# Why InSb₃ resists a rigid slide late rather than early

The fault energy is the energy, per area of the cut, that a crystal gains when one half is slid over the other along a plane. Here it is the free energy of the slid cell less that of the undisturbed one, from density functional theory with the PBE functional and a dispersion correction. The slip, written x below, is the slide as a fraction of a vector 5.27 Å long, after which the crystal matches itself again. The shear traction is the slope of the fault energy along the slide, the stress that resists further motion. The atoms were not allowed to relax. The slid cells have a lower symmetry than the undisturbed crystal, whose space group is Fm-3m.

Rigid, unrelaxed slide of D0₃-type InSb₃ (cubic a = 7.456 Å) across a (011) plane, with one fault per 16-atom cell and a slip vector of 5.27 Å along [01-1]. Fault energies are free energies relative to the undisturbed crystal. Ansatz 0.2.0, plane-wave PAW, scalar-relativistic PBE+D3(BJ), no spin polarisation, 420 eV cutoff, 7×9×5 k mesh, Gaussian smearing of 0.15 eV.

```csv
slip (fraction of the slip vector),fault energy (mJ/m²),shear traction (GPa (slope of the fault energy along the slip))
0,0.0,0.000
0.1,24.9,0.830
0.2,82.0,1.430
0.3,198.6,3.130
0.4,387.7,3.450
```

The fault energy rises in every step, and each step is larger than the one before. Almost half of the energy at x = 0.4 is gained in the last step alone. The question is why the crystal gives way so easily at first and then stiffens.

## What a smooth wave would give

The simplest picture of slip draws the energy as a single wave. The energy must repeat after a full slip vector, and in this crystal x and 1 − x are equivalent by symmetry. The simplest curve that obeys both is

E(x) = E₀ sin²(πx),

where E₀ is the height at half slip. It is steepest at a quarter of the slip vector and flattens from there on.

Take the energy at x = 0.4 as given and ask for the one at x = 0.2. The ratio is sin²(36°)/sin²(72°) = 0.345/0.905 = 0.38, so the wave predicts 0.38 × 387.7 ≈ 148 mJ/m². The calculation gives 82.0, little more than half of that. The real curve stays low for longer and then climbs where the wave is already levelling off. Some resistance that hardly acts early must set in late.

## Which atoms meet across the cut

InSb₃ has its atoms on the sites of a body-centred cubic lattice, with indium and antimony in an ordered pattern. Across the cut, each atom has two nearest neighbours at 3.23 Å and two second neighbours at 3.73 Å. The slide stretches both nearest contacts. It also carries one second neighbour away and drives the other towards a place directly on top.

The distance d of that approaching neighbour follows from Pythagoras:

d² = h² + [w(½ − x)]²,

with h = 2.64 Å the spacing of the layers and w = 5.27 Å the length of the slip vector. At x = 0.4 this gives d = 2.69 Å, which is indeed the shortest distance in the slid cell. In the ordered pattern, half of these pairs are In–Sb and half are Sb–Sb.

## Why the start is soft

At x = 0.1 no pair of atoms is yet closer than the nearest neighbours of the perfect crystal. The nearest contacts across the cut have stretched by only 0.04 Å, because the slide runs at right angles to them at first. One second neighbour has come closer by 0.35 Å, but the other has moved off by 0.39 Å. To first order these two changes cancel, as they must when a slide to the left costs the same as one to the right. What remains grows only with the square of the slide, and the nearest contacts are expected to add little to it, because they hardly change in length. For the same reason, body-centred cubic lattices are often soft against just this shear.

## Why the end is steep

The balance between the two second neighbours is lost as the slide goes on. The receding one soon matters little, while the approaching one passes below the normal nearest-neighbour distance between x = 0.1 and 0.2. That distance is no sharp limit, since atoms with fewer neighbours often bond at shorter range. But these atoms keep many other neighbours, so the new close contact should bring little extra bonding. Meanwhile the electron clouds of the pair overlap more and more, and the Pauli principle is expected to make the cost grow steeply as the distance shrinks.

The numbers show how steep the rise is. From x = 0.2 to 0.3 the pair closes in by 0.24 Å and the energy rises by 117 mJ/m². In the next step it closes in by only 0.15 Å, yet the energy rises by 189 mJ/m². The atoms approach more slowly as they near the on-top position, but the energy rises faster. Not all of that rise need come from this pair, because the nearest contacts stretch further at the same time.

The stress normal to the plane points the same way. Averaged over the whole cell it is compressive, meaning that the two halves push apart, and it grows from 0.6 GPa at x = 0.2 to 7.3 GPa at x = 0.4. At the cut itself the push is stronger still, since the atoms beside it carry unbalanced forces. At x = 0.4 eight atoms, as many as lie in the two layers that face each other, feel forces of at least 1.3 eV/Å; no other atom feels more than about 0.4. If the loss of bonding in the stretched contacts were the main effect, the halves would be expected to pull together instead. That loss may still add to the energy, and these numbers don't divide the total between the two causes.

## The uneven traction

The shear traction rises by 1.70 GPa from x = 0.2 to 0.3 and then by only 0.32 GPa. This does not mean that the resistance has nearly stopped growing throughout the last step. The mean slope there is 189.1 mJ/m² over 0.527 Å, or 3.59 GPa, which is more than the traction listed at either end. Taken as they stand, the numbers put a steeper stretch of the curve between these two points, so the largest traction in the table should not be read as the peak. A peak must come somewhere, because by symmetry the slope returns to zero at x = 0.5. As the pair nears the on-top position, its push turns from along the plane to across it, so a shrinking share of that push resists the slide.

The unevenness at the start is too small to call for a mechanism of its own. The traction grows by 0.83 GPa and then by 0.60 GPa, whereas the mean slopes of successive energy steps rise throughout. The energy at x = 0.1 lies about 4 mJ/m² above a quarter of that at x = 0.2, where a parabola would put it. So small a difference could come from the sampling of electron states, which was not varied. The undisturbed crystal hints at such an error: a cubic crystal should be under the same stress in all directions, but here the calculated values differ by a few tenths of a GPa.

## What the values can be used for

The last energy in the table is not the barrier to slip. The top of the curve is expected at x = 0.5, where the pairs stand on top of each other at 2.64 Å, but that point was not calculated. A real crystal would also open the plane slightly and shift its atoms, which would lower the energy most where the crowding is worst. The tractions therefore describe a rigid slide and should not be taken as the strength of the material. The repeated cuts are also only four layers apart, and their influence on one another was not tested. Nor is this path known to be the easiest one, since body-centred cubic metals usually slip along the body diagonal of their cube, which is another direction.

For a similar slide, the useful first step is to follow the shortest distance across the cut. While it stays near its normal value and the nearest contacts hardly stretch, the resistance should be mild. Once atoms are driven on top of one another at a fixed layer spacing, the energy should climb late and steeply.
